# Stretching cadmium sulfide: dilution against softer bonds

## The question

The crystal is zinc-blende CdS, and only its volume changes from row to row. The dielectric constant here measures how strongly the electrons respond to an electric field while the nuclei stay fixed. Its square root is the refractive index for light of long wavelength, as long as the light vibrates too fast for the nuclei to follow. What value should the largest cell have, and how sure can we be?

Zinc-blende CdS at fixed volumes, computed with GPAW 26.7.0 using PBE without spin–orbit coupling, PAW data sets (gpaw-data 1.2.1), a 400 eV plane-wave cutoff and a 6 × 6 × 6 k mesh for the ground state. The clamped-ion dielectric tensor is from the RPA with local fields, on a 20 × 20 × 20 k mesh with 29 bands and an 80 eV response cutoff.

| volume (Å³/atom) | shortest distance (Å) | dielectric xx | dielectric yy | dielectric zz |
| --- | --- | --- | --- | --- |
| 23.319 | 2.474 | 5.724 | 5.724 | 5.724 |
| 23.815 | 2.492 | 5.736 | 5.736 | 5.736 |
| 24.311 | 2.509 | 5.755 | 5.755 | 5.755 |
| 24.808 | 2.526 | 5.779 | 5.779 | 5.779 |
| 25.304 | 2.542 | 5.809 | 5.809 | 5.809 |
| 25.800 | 2.559 | 5.844 | 5.844 | 5.844 |
| 26.296 | 2.575 | ? | ? | ? |

The headings dielectric xx, yy and zz stand for the response along three perpendicular directions. Cubic symmetry makes them equal, so each row holds one independent value. Among the known rows this value rises at every step, and each step is larger than the one before. Stretching here means only going to a larger cell: the computed energy still falls up to the sixth row, so the first cells are squeezed crystals, not relaxed ones.

## Two effects that oppose each other

Picture each electron as tied to its place by a spring. A field pulls it aside until the spring holds it, and the many small displacements add up to the polarisation of the crystal. Stretching the crystal puts fewer electrons into each cubic ångström. If the springs stayed the same, this dilution alone would make the dielectric constant fall.

The springs do not stay the same. In CdS the highest filled states are mostly sulfur p in character, and the lowest empty ones have much cadmium s character. Where orbitals of neighbouring atoms overlap, bonding states are pushed down and antibonding states up. A longer bond means less overlap and a smaller separation between the two.

A field polarises the crystal by mixing some of the empty states into the filled ones, and this is easier when they lie closer in energy. A stretched bond therefore acts as a softer spring. That is a theoretical argument, but the same calculations support it: the direct gap narrows from 1.249 eV in the first row to 1.039 eV in the sixth.

## The model in three steps

1. Let ε be the dielectric constant and V the volume per atom. The response of the electrons is ε − 1, since empty space already has ε = 1.
2. This response is proportional to the number of electrons per volume and inversely proportional to the stiffness of their springs. In quantum terms the stiffness is E², where E is an effective energy for lifting electrons into empty states. Hence ε − 1 is proportional to 1/(V·E²).
3. For modest stretching, let E² fall along a straight line as V grows. The constants of this line were fitted to the six known rows.

The product (ε − 1)·V removes the dilution and leaves what the model calls softening. The stiffness is derived from ε itself, so its fall restates the table in the model's terms and is no separate measurement. From the first to the sixth row the volume grows by 10.6%, while this product grows by 13.5%. Softening wins, but narrowly: ε − 1 itself rises by only 2.5%.

## Why the rise speeds up

The small net change is the difference between two larger ones. In the first step dilution costs about 2.1% of ε − 1, and softening returns about 2.4%. In the last known step the cost is 1.9% and the return 2.7%. Each effect has changed only moderately, yet the difference between them has nearly tripled.

Both drifts can be read as simple arithmetic. The volume grows by equal amounts, which are a shrinking fraction of an ever larger cell. The stiffness falls by nearly equal amounts, which are a growing fraction of what remains. The acceleration therefore needs no sudden event in the electronic structure. Why the stiffness falls so evenly is another matter: the model takes that from the fit and does not explain it.

## The gap is not the spring

It is tempting to put the band gap in place of E. The gap falls by 17% between the first and the sixth row, and with that fall the model would make ε − 1 rise by 31%, about twelve times the computed rise. The effective energy needed to reproduce the table falls by only 6%.

The reason is that the gap belongs to a single transition, the cheapest one. The dielectric response collects transitions from all filled states, at all wave vectors, and most of them cost much more energy. A drop of a few tenths of an electronvolt is a large fraction of the gap, but only a small fraction of such energies. In this series the gap shows the direction in which the springs change, but not by how much.

## The forecast, worked in full

The withheld row has V = 26.296 Å³ per atom and took no part in the fit. Extended to this volume, the straight line gives a stiffness of 0.8579 times that of the first row. The first row has ε − 1 = 4.724 at V = 23.319 Å³, so

ε − 1 = 4.724 × 23.319 / (0.8579 × 26.296) = 4.883.

The forecast is **5.883 ± 0.005** for all three directions. The step from the row before should be about 0.039, the largest of the series.

The error bar comes from a rehearsal. A line fitted to the first five rows alone puts the sixth too low by 0.0015, and the bar is about three times that miss. It covers the risk of extending the line, not the distance between this calculation and a real crystal.

## The computed value

The withheld rows as computed:

| volume (Å³/atom) | shortest distance (Å) | dielectric xx | dielectric yy | dielectric zz |
| --- | --- | --- | --- | --- |
| 26.296 | 2.575 | 5.885 | 5.885 | 5.885 |

The computed value is 5.885 in all three directions. The forecast is too low by about 0.002, well inside its range, and the step is indeed the largest of the series. The rehearsal also came out low, so the stiffness seems to fall slightly faster than a straight line. The table does not reveal why.

How much does this success prove? A plain parabola in the volume, with three fitted constants and no physics, comes still closer. The hit shows that the trend continues smoothly and that the spring picture describes it economically. It does not single out that picture as the only possible one. The output below gives both fits.

## What to trust

The narrow balance that explains the trend also makes it delicate. Every run warns that its optical matrix elements, which set the strength of the transitions, are incomplete. The response was computed in the random-phase approximation (RPA) on a mesh of 20 × 20 × 20 k points, the ground state on a coarser one of 6 × 6 × 6. It was not tested whether the response is converged with the k mesh, the number of bands or its plane-wave cutoff. An error that changes with volume could alter so small a rise, even though the rows follow a smooth curve.

The absolute values need caution for another reason. The PBE functional is well known to make the gap of CdS too small, which tends to make the dielectric constant too large. For a static field, the response of the moving ions would have to be added.

For a similar semiconductor, the question to ask is which falls by the larger fraction on stretching: the electron density or the stiffness E². If the stiffness does, the dielectric constant rises; if the density does, it falls. A narrowing gap alone does not settle the matter. Because this stiffness is an average over many transitions, the answer is best sought in converged response calculations at two or more volumes, or in the refractive index measured under pressure.

Printed output of the fit:

```
fit of G on 6 rows: constant 2.116 +/- 0.0023, coefficient of vol -0.04783 +/- 9.2e-05; rms 0.000156, worst 23.319 0.000256, leave-one-out rms 0.000282
  rows outside the fit (model, value, miss): 26.296 0.8579, 0.8576, 0.000292
fit of G on 5 rows (vol < 25.5): constant 2.114 +/- 0.003, coefficient of vol -0.04775 +/- 0.00012; rms 0.000148, worst 23.319 0.000203, leave-one-out rms 0.00031
  rows outside the fit (model, value, miss): 25.8 0.8817, 0.8814, 0.00028; 26.296 0.858, 0.8576, 0.000479
fit of eps on 6 rows: constant 5.779 +/- 0.00022, coefficient of x 0.05427 +/- 0.00021, coefficient of x**2 0.01153 +/- 0.00024; rms 0.000257, worst 23.815 0.000474, leave-one-out rms 0.000756
  rows outside the fit (model, value, miss): 26.296 5.885, 5.885, 0.000275
Dilution against softening (logarithmic changes from the row before):
     row  'dielectric constant'  'its step'  'dilution in %'  'softening gain in %'  'relative squared energy'  'oscillator model'
  23.319                  5.724         n/a              n/a                    n/a                          1               5.723
  23.815                  5.736       0.012            2.105                  2.358                     0.9767               5.737
  24.311                  5.755       0.019            2.061                  2.462                     0.9529               5.756
  24.808                  5.779       0.024            2.024                  2.527                     0.9292                5.78
  25.304                  5.809        0.03             1.98                  2.605                     0.9053               5.809
    25.8                  5.844       0.035            1.941                  2.666                     0.8814               5.843
  26.296                  5.885       0.041            1.904                  2.747                     0.8576               5.883
Back test, sixth row from the first five, prediction less computed: -0.001537
Forecast of the dielectric constant, withheld row: 5.883
Error bar of the forecast: 0.005
Forecast step from the row before: 0.03934
Computed dielectric constant, withheld row: 5.885
Forecast less computed, withheld row: -0.001663
Rise of volume, first to sixth row, in %: 10.64
Rise of susceptibility times volume, first to sixth row, in %: 13.45
Rise of susceptibility, first to sixth row, in %: 2.54
Rise of susceptibility if the direct gap alone set the energy, in %: 30.65
Fall of the effective energy, first to sixth row, in %: 6.115
Fall of the direct gap, first to sixth row, in %: 16.83
Last known gap step over the first: 1.013
Lowering by local fields, first row: 0.6391
Lowering by local fields, sixth row: 0.6479
```
